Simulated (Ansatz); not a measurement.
Hf: pressure and energy change per atom against volume scale

All results are calculated (Ansatz 0.2.0). Plane-wave DFT, scalar-relativistic PAW made under PBE with cores redone for the functional, no dispersion; the given relaxed cell is scaled uniformly, energy at zero smearing counts from the unscaled cell, pressure at the given Fermi-Dirac smearing is positive in compression.

The cell before it is scaled or strained (space group Pm-3m, No. 221):
```
Hf
1.0
      2.9001     0.0000     0.0000
      0.0000     2.9001     0.0000
      0.0000     0.0000     2.9001
Hf
1
Direct
  0.00000 0.00000 0.00000
```

Settings of every row: spin polarised no; functional r2SCAN; wave cutoff 500 eV; smearing width 0.1 eV; k mesh 12x12x12.

Atom starting moment: 0 on all atoms.

Limits: no spin-orbit coupling, which can matter with elements this heavy; the cell comes from a prototype or a list of computed structures and needn't be the stable phase.

```csv
row,volume scale,V (Å³/atom),pressure (GPa),energy change per atom (meV)
1,0.88,21.465,12.03,100.06
2,0.92,22.44,7.32,41.78
3,0.96,23.416,3.34,9.67
4,1.04,25.367,-2.85,9.47
5,1.08,26.343,?,?
6,1.12,27.319,-7.15,73.94
```

Question: what pressure and energy change per atom should row 5 give?

Worked fit of pressure. Take u = (V_r/V)^(2/3) − 1 with V_r = 23.416 Å³ an atom, which is twice the finite (Eulerian) strain; such expansions in the strain, on which the Birch-Murnaghan equation of state is built, carry the rest volume and the bulk modulus. The shown rows have u = 0.05971, 0.02879, 0, -0.05195, -0.09767. Least squares give pressure = 3.329 + 131.26 × u + 244.6 × u² GPa; a straight line predicts inner rows, each left out in turn, worse (root mean square 0.7 against 0.026 GPa). The rows lie off it by -0.01, 0.01, 0.01, -0.02, 0.01. The pressure vanishes at u = -0.0267, or V = 24.39 Å³ an atom, and there the bulk modulus at fixed shape and fractions is B = −V dP/dV = (2/3)(1 + u) dP/du = 76.7 GPa. The withheld row has u = -0.07552, so the fit gives 3.329 + 131.26 × (-0.07552) + 244.6 × (-0.07552)² = -5.19 GPa.

The calculation gave -5.2 GPa. The fit lies 0.01 GPa (0.052 % of the column's range) above it, one unit of the last digit.

Worked fit of energy change per atom. Take u = (V_r/V)^(2/3) − 1 with V_r = 23.416 Å³ an atom, which is twice the finite (Eulerian) strain; such expansions in the strain, on which the Birch-Murnaghan equation of state is built, carry the rest volume and the bulk modulus. The shown rows have u = 0.05971, 0.02879, 0, -0.05195, -0.09767. Least squares give energy change per atom = 9.327 + 699.56 × u + 13891.2 × u² meV; a straight line predicts inner rows, each left out in turn, worse (root mean square 40 against 1.3 meV). The rows lie off it by -0.56, 0.80, 0.34, -1.00, 0.42 (root mean square 0.67 meV). The withheld row has u = -0.07552, so the fit gives 9.327 + 699.56 × (-0.07552) + 13891.2 × (-0.07552)² = 35.72 meV.

The calculation gave 35.03 meV. The fit lies 0.69 meV (2 % of the value, 0.76 % of the column's range) above it; its largest miss of a shown row is 1.00 meV.
